In this slab of hafnium dioxide, a small group of occupied states lies within 1.1 eV below the energy zero, which here is the middle of the slab's gap. The calculation divides them among the seven atomic planes, and the third and fourth entries are withheld. How much of these states reaches those two planes, and at what heights do the planes lie?

Ansatz 0.2.0, plane-wave PAW DFT (PBE, no spin polarization) for a clean HfO₂(110) slab with its lower half held at bulk positions; 420 eV cutoff, 16 × 12 × 1 k mesh, 0.05 eV Gaussian smearing. Shares are of the states from −1.1 to 0 eV relative to mid-gap. Rows number the atomic planes from the bottom up, and heights are measured from the top atom.

| row | plane share | plane formula | plane height (Å) |
| --- | --- | --- | --- |
| 1 | 0.951 | HfO2 | -10.845 |
| 2 | 0.037 | HfO2 | -9.037 |
| 3 | ? | HfO2 | ? |
| 4 | ? | HfO2 | ? |
| 5 | 0.000 | HfO2 | -3.657 |
| 6 | 0.000 | HfO2 | -1.758 |
| 7 | 0.000 | HfO2 | -0.090 |

**Planes 1 and 2: the bottom face**

Reading down the table means climbing through the slab. The plane share is the fraction of the window's states found on a plane, and the plane height is its position along the surface normal. Plane 1, the bottom face, holds 0.951 of the states, and plane 2 holds 0.037. One step into the crystal therefore cuts the share to about a twenty-fifth.

These are surface states, and chemistry suggests where they come from. An oxygen atom inside the cubic fluorite form of HfO₂, which the distances here fit, has four hafnium neighbours; the shortest contacts listed for this slab show oxygen with only three. Each hafnium ion attracts electrons and lowers the oxygen 2p levels, so losing one lets those levels rise towards the gap. The table doesn't divide the states by orbital, so their oxygen character is argued from the known bonding of the oxide.

The group is small: the window holds about 0.30 states per cell, less than one full band. The shares describe only the uppermost part of the occupied levels, as a density functional without spin gives them. They don't tell where the rest of the surface's oxygen levels lie. The slab is also thin, and the energies are Kohn-Sham levels, not measured ones. The run warned that its exchange-correlation potential is rough where the electron density is thin, as it is outside the faces, and the effect of this on the shares wasn't tested.

**Planes 5 to 7: the relaxed face**

At the other end of the slab the shares are 0.000. The top face has the same composition as the bottom one, HfO₂ in every plane, yet it holds none of these states within the printed digits. Missing neighbours alone therefore can't be the whole story.

The two faces differ in how they were treated. The lower half of the slab was held at bulk positions, while the top was free to relax, and the heights show that it did. The outermost spacing there is 1.668 Å, against 1.808 Å between planes 1 and 2, and the next one is longer than in the bulk. Cut from the cubic crystal, the two faces began as mirror images, so the difference between them must come from the relaxation. The forces left on the held face show what it was denied: they pull its hafnium inward and push its oxygen outward. The top face was free to follow such forces, and its oxygen levels are expected to have sunk as its ions settled. States of the top face do turn up lower. The run also divides deeper energy windows among the planes. In the next one down the top plane still holds almost nothing, but in the one below that it holds more than a third of the states. Which of the ions' moves matters most can't be read from the plane heights.

**Planes 3 and 4: the forecast**

The simplest guess repeats the first drop at every plane. It would leave only about 0.0015 for planes 3 and 4 together. But the shares should add up to one, and the five known planes sum to 0.988, which leaves 0.012. Rounding could change that remainder by 0.0025 at most, so the simple guess falls well short.

The decay must therefore be slower inside the crystal than across the first step, and there is a physical reason for it. Plane 1 carries the body of the surface state, whereas the planes behind it carry only its tail. An electron whose energy lies in the gap of the bulk crystal can't travel through it, so its wave dies away, and it does so more slowly the closer its energy lies to the bulk bands. A window that mixes several such states is ruled deeper in by those that reach furthest.

For the estimate, let the share fall by one constant factor q per plane from plane 2 inward. The tail beyond plane 2 is then 0.037 × (q + q² + …) = 0.037 × q/(1 − q), and it must equal 0.012. This gives q = 0.012/(0.012 + 0.037) ≈ 0.24. Multiplying 0.037 by q once and then twice gives the forecasts:

- Plane 3: share 0.009 ± 0.003
- Plane 4: share 0.002 ± 0.002

The sum of the two is almost fixed by the known planes, so the real forecast is how the remainder is split. The error bars are judgements that allow for rounding and for a factor that isn't quite constant.

The heights follow from stacking planes at the bulk spacing. Plane 3 should belong to the held half, while plane 4, in the middle, may have moved, so its error bar is wider:

- Plane 3: height −7.229 ± 0.010 Å
- Plane 4: height −5.421 ± 0.040 Å

The withheld rows as computed:

| row | plane share | plane formula | plane height (Å) |
| --- | --- | --- | --- |
| 3 | 0.010 | HfO2 | -7.228 |
| 4 | 0.002 | HfO2 | -5.415 |

**What the middle planes show**

Plane 3 holds 0.010 of the states, slightly more than forecast and well inside the error bar. Plane 4 holds 0.002, as forecast to the digits printed. Repeating the first drop would have given plane 3 only about 0.0014, too little by a factor of seven. The printed output below sets both rules beside the computed shares.

The four lowest planes now add up to 1.000, as shares of one total must, so that sum is no test of the forecast. The split is a test, and it supports a steep first step followed by a gentler decay: the share falls to about a quarter from plane 2 to plane 3, and to about a fifth from there to plane 4. With so few digits, those two factors can't be told apart, but the run also gives the shares to a fourth decimal, and there the second factor is clearly the smaller, about a sixth. A mixture of simple exponential tails would make the decay gentler with depth, not steeper, so it can't be the full reason for the pattern. What holds is that both inner steps are much gentler than the first.

Both heights fall within their error bars too. Plane 3 misses by 0.001 Å, no more than the last printed digit, as expected of a plane held at its bulk position, and plane 4 lies 0.006 Å above its forecast. The middle of the slab has hardly left its bulk position, although bulk stacking misplaces the top plane by 0.093 Å. The relaxation that can be seen in the heights is thus concentrated in the upper planes, where the window's states are absent.

For anyone reading a similar slab calculation, the useful habit is to ask which face a state near the gap sits on before calling it a property of the material's surface. Here it sits on a face that was never allowed to relax, in a slab that fits the cubic form and not the monoclinic one that is stable at room temperature. If the bottom face were set free as well, it should settle into the mirror image of the top one, and its states would be expected to leave the window too. A run with both faces free would test this, with energies measured from a fixed mark such as a deep level of the middle planes, since the energy zero itself can move when the surface levels do.

The analysis program printed:

```
sum of the five known shares: 0.988
share left for planes 3 and 4 together: 0.012
largest rounding error of that remainder: 0.0025
factor from plane 1 to plane 2: 0.03891
rule A, planes 3 and 4 together: 0.001496
rule B, factor per plane from plane 2 inward: 0.2449
rule B, planes 3 and 4 together: 0.01128
states per cell on plane 1: 0.2873
bulk spacing, planes 1 to 2, in angstrom: 1.808
spacing of planes 5 to 6, in angstrom: 1.899
spacing of planes 6 to 7, in angstrom: 1.668
shares, forecasts and computed:
  row     rule B  error bar  computed   miss of B     rule A  miss of A
    1      0.951          0     0.951           0      0.951          0
    2      0.037          0     0.037           0      0.037          0
    3   0.009061      0.003      0.01  -0.0009388    0.00144   -0.00856
    4   0.002219      0.002     0.002   0.0002191  5.601e-05  -0.001944
    5  0.0005434          0         0   0.0005434  2.179e-06  2.179e-06
    6  0.0001331          0         0   0.0001331  8.478e-08  8.478e-08
    7  3.259e-05          0         0   3.259e-05  3.298e-09  3.298e-09
heights in angstrom, forecast and computed:
  row  bulk stacking  error bar  computed    miss
    1         -10.85          0    -10.85       0
    2         -9.037          0    -9.037       0
    3         -7.229       0.01    -7.228  -0.001
    4         -5.421       0.04    -5.415  -0.006
    5         -3.613          0    -3.657   0.044
    6         -1.805          0    -1.758  -0.047
    7          0.003          0     -0.09   0.093
```
